Diamond held in its own symmetry has only one length to vary. Scale the cell, and every bond changes by the same factor while every angle stays at the tetrahedral value. Volume goes as the cube of the bond length, so 1% off each bond takes about 3% off the volume. The energy is therefore a curve over a single variable, and the pressure is the downhill slope of that curve against volume. A break in the pressure would need something in the crystal, or in the numerics, to switch as this one length changes.

Ansatz 0.2.0, PBE with frozen-core PAW (set soft_2 in the runs that name it), scalar-relativistic and without spin polarisation, for diamond-structure carbon scaled uniformly with the atoms on their symmetry sites. All runs use a 420 eV plane-wave cutoff, a 20×20×20 k mesh and Fermi–Dirac smearing of 0.08 eV; pressure is positive in compression.

```
volume (Å³/atom)  shortest distance (Å)  pressure (GPa)
           5.332                  1.513           32.20
           5.388                  1.518           26.51
           5.445                  1.524           21.08
           5.530                  1.531           13.41
           5.559                  1.534           10.96
           5.615                  1.539            6.25
           5.729                  1.550           -2.54
           5.786                  1.555           -6.63
           5.814                  1.557           -8.61
           5.899                  1.565          -14.27
           5.956                  1.570          -17.83
           6.013                  1.575          -21.22
```

Positive pressure means that the cell pushes outward. The negative values belong to cells held stretched beyond their preferred size. These are static PBE results, without the zero-point motion of the nuclei, which would move the preferred volume slightly upward.

## What happens: the breaks that seem to be there

Read down the pressure column and the steps look erratic. Pressure drops by only 2.45 GPa between 5.530 and 5.559 Å³/atom, yet by 8.79 GPa between 5.615 and 5.729. The cause is the uneven spacing of the volumes. Once each drop is divided by its volume step, the fall per Å³ weakens at every step, from 100 GPa at the compressed end to 60 at the stretched end.

A second false break comes from the printed volumes, which are rounded. On so steep a curve a small error in volume becomes a visible error in pressure. At 5.388 Å³/atom it amounts to 0.05 GPa, enough to make a sound row look slightly off. With volumes rebuilt from the exact scale factors of the runs, this disappears.

What remains was judged with the third-order Birch–Murnaghan equation, a standard smooth curve with three constants, adjusted to all twelve rows. No row misses it by more than 0.01 GPa, in a table that spans 53 GPa. That is about the size of the last printed digit of the pressure, so no row calls for an explanation of its own. Runs that failed or met a known fault of the program had been left out beforehand, so the table cannot tell how often such a series breaks. The analysis printed after this text gives the misses row by row.

## Why the curve bends

Smooth does not mean straight, and the bend carries the physics. The stiffness against uniform squeezing is the bulk modulus, $B=-V\,dP/dV$, with $V$ the volume per atom and $P$ the pressure. At zero pressure the fitted curve gives $B_0=433$ GPa, and it gives 548 GPa at the smallest volume and 352 GPa at the largest. The useful measure of the bend is $B'=dB/dP$, the gain in stiffness per unit of pressure, which is 3.70 at zero pressure.

Part of this gain is pure geometry. Suppose that the energy were a perfect spring in the bond length $d$, $E=\tfrac12K(d-d_0)^2$, where $K$ is the spring constant and $d_0$ the preferred length. Since $V\propto d^3$, the pressure follows as

$$P=-\frac{dE/dd}{dV/dd}\propto\frac{d_0-d}{d^2}.$$

Working out $B$ from this and comparing its change with that of $P$ at $d_0$ gives $B'=1$. Even an ideal spring thus makes a crystal that stiffens under pressure, but far less than the calculation finds.

The remainder must come from the spring itself becoming harder. For an energy curve of any shape, the same steps lead to

$$B'=1-\frac{d_0}{3}\,\frac{E'''}{E''},$$

where $E''$ and $E'''$ are the second and third derivatives of the energy with respect to $d$ at its minimum. Setting $B'=3.70$ gives $-d_0E'''/E''=3\times2.70=8.1$. In words, shortening the bonds by 1% raises the curvature of the energy by about 8%. Geometry adds another 3%, so the bulk modulus grows by roughly 11%.

Why the spring hardens is a matter of standard bonding theory; the table shows only the result. As two carbon atoms approach, the shared electrons gain from being near both nuclei. They also pay in kinetic energy for being confined, and the exclusion principle makes it costly to crowd the electrons of neighbouring filled bonds together. This cost climbs more steeply at short distance than the gain does. Compression moves the crystal up the steep side of its energy well, and stretching moves it towards the side where the bond gradually gives way.

## How large: the wrong ruler also makes breaks

The bend matters in practice because a poor reference curve creates outliers. The ideal spring, with its two constants adjusted to the same rows, misses by up to 1.3 GPa. It lies too low at both ends and too high in the middle. Someone trusting that picture might suspect the outermost runs, although the fault lies in the picture.

A better two-constant curve takes the energy as quadratic in $V^{-2/3}$, the variable of finite-strain theory. This form has $B'=4$ built in, and its largest miss is 0.15 GPa. The two errors are in proportion: the spring is 2.7 away from the actual $B'$ and the strain form 0.3, a ratio of nine, and their largest misses also differ by a factor of about nine. The strain variable succeeds because its built-in bend happens to lie close to that of diamond. It is a convenient coordinate and supplies no mechanism.

The bend can be checked by hand. If the stiffness grows linearly with pressure, $B=B_0+B'P$, integration gives

$$P=\frac{B_0}{B'}\left[\left(\frac{V_0}{V}\right)^{B'}-1\right],$$

with $V_0=5.695$ Å³/atom the volume at zero pressure. For the smallest cell, $V_0/V=5.695/5.332=1.068$. Raised to the power 3.70 this is 1.276, and $(433/3.70)\times0.276$ gives 32.3 GPa, against 32.20 in the table. With a constant stiffness the estimate would be $433\times\ln1.068=28.5$ GPa, more than a tenth too low. The row was among those that fixed the constants, so the agreement tests the short formula and is no independent prediction.

## Why nothing switches, and where it would

The electrons stay in one state throughout. Four bands are filled in every cell, and the computed gap above them, which PBE makes too small, only narrows from 4.28 eV in the smallest cell to 4.02 eV in the largest. The runs were made without spin, which suits the closed shell of diamond but also means that no magnetic moment could have appeared. The smearing of the filling, 0.08 eV, is tiny beside the gap, so it leaves the four bands full. The atoms sit on sites fixed by symmetry, so there is no internal position that could jump either.

This shows where to look for a real break. The first place is a material whose gap closes, or a metal in which a band edge passes through the Fermi level as the volume changes. Electrons then begin to occupy different states, and the stiffness is expected to show a kink there, often a faint one. The second is a crystal with internal positions or magnetic moments that can move from one solution to another.

A change of crystal structure is different, and easily misread. These cells are held in the diamond arrangement, so their curve would run smoothly past a volume at which another structure had become more stable. Such a transition is found by comparing the enthalpies of both structures. A smooth curve for one of them is no evidence of its stability.

The numerics have a switch of their own. At a fixed cutoff the number of plane waves grows with the cell, and it does so in whole waves, which can leave small jumps. The band levels of these runs show two. The gap narrows by 0.010 to 0.013 eV for each half per cent of volume, but by only 0.008 eV between 5.530 and 5.559 Å³/atom and by 0.005 eV between 5.786 and 5.814. Both times the top of the valence band, which lies at the Γ point, drops a few meV further than its trend. This is expected when a whole shell of equivalent waves enters the set at that one symmetric point. The pressure averages over the full mesh, where waves should enter at many different volumes, and it shows no step there beyond 0.01 GPa. The incomplete wave set also shifts the pressure computed from the stress. Where the runs list the correction for this, it is about 1.0 GPa and nearly the same at each volume. An error of that kind would displace the whole curve without breaking it, and no search for outliers would notice.

The energies provide the missing test, since their slope gives the pressure by a separate route. Between neighbouring rows this slope agrees with the mean of the two printed pressures to within 0.1 GPa. That is too coarse to confirm the last digits, but fine enough to exclude a leftover shift of 1 GPa.

For work with such a series, the order of checks follows from this. Divide each pressure step by its volume step, using unrounded volumes, and compare the rows with a curve whose $B'$ is free. If a row still stands out, look first at its band filling, moments and atomic positions, and then at the wave set. If none does, compare the pressures with the slope of the energy before trusting them, because a smooth curve can still be wrong by a constant. Agreement there shows only that pressures and energies are consistent. Errors that both share, from the functional, the PAW set or the waves beyond the cutoff, have to be tested with other settings.

The analysis program printed:

```
fit of pressure on 12 rows: coefficient of w0 1.753 +/- 0.0017, coefficient of w1 1309 +/- 0.091, coefficient of w2 -588.7 +/- 8.1; rms 0.00339, worst 5.53 -0.00772, leave-one-out rms 0.00518
fit of pressure on 12 rows: coefficient of w0 1.658 +/- 0.026, coefficient of w1 1307 +/- 2; rms 0.0826, worst 5.332 0.147, leave-one-out rms 0.106
fit of pressure on 12 rows: coefficient of 1/dd**2 3164 +/- 44, coefficient of 1/dd -2044 +/- 28; rms 0.743, worst 5.332 -1.31, leave-one-out rms 0.953
Steps and misses (prediction less value):
    row  step in GPa  fall in GPa per Å³  miss third order GPa  miss second order GPa  miss harmonic bond GPa  false shift from rounded volume GPa
  5.332          n/a                 n/a              0.003237                 0.1472                  -1.307                             -0.02018
  5.388        -5.69               100.3            -0.0007803                0.05712                 -0.5757                              0.05146
  5.445        -5.43               95.73              -0.00045               -0.00773               -0.001383                              0.02302
   5.53        -7.67               90.15             -0.007718                -0.0778                  0.5709                              0.02859
  5.559        -2.45               86.39               0.00166                -0.0809                  0.7031                             -0.02645
  5.615        -4.71               83.04            -0.0005608               -0.09657                  0.8475                              0.03329
  5.729        -8.79               77.48               0.00336               -0.07857                  0.7772                             -0.01087
  5.786        -4.09               72.11            -0.0007371               -0.05771                  0.5674                             -0.03002
  5.814        -1.98               69.82              0.002793               -0.03774                   0.429                            -0.004486
  5.899        -5.66               66.52              0.002404                0.02546                 -0.1438                             0.001082
  5.956        -3.56               62.76              0.002504                0.07864                 -0.6396                             -0.01605
  6.013        -3.39               59.77             -0.005714                  0.131                  -1.229                             -0.03164
Volume at zero pressure, third-order curve, Å³/atom: 5.695
Bond length at zero pressure, Å: 1.547
Bulk modulus at zero pressure, GPa: 432.7
Rise of bulk modulus per pressure at zero pressure, GPa per GPa: 3.701
Bulk modulus at the smallest volume, GPa: 548.1
Bulk modulus at the largest volume, GPa: 351.9
Whole span of pressure, GPa: 53.42
Largest false shift from rounded volumes, GPa: 0.05146
Largest gap between energy slope and mean pressure of neighbouring rows, GPa: 0.09514
```
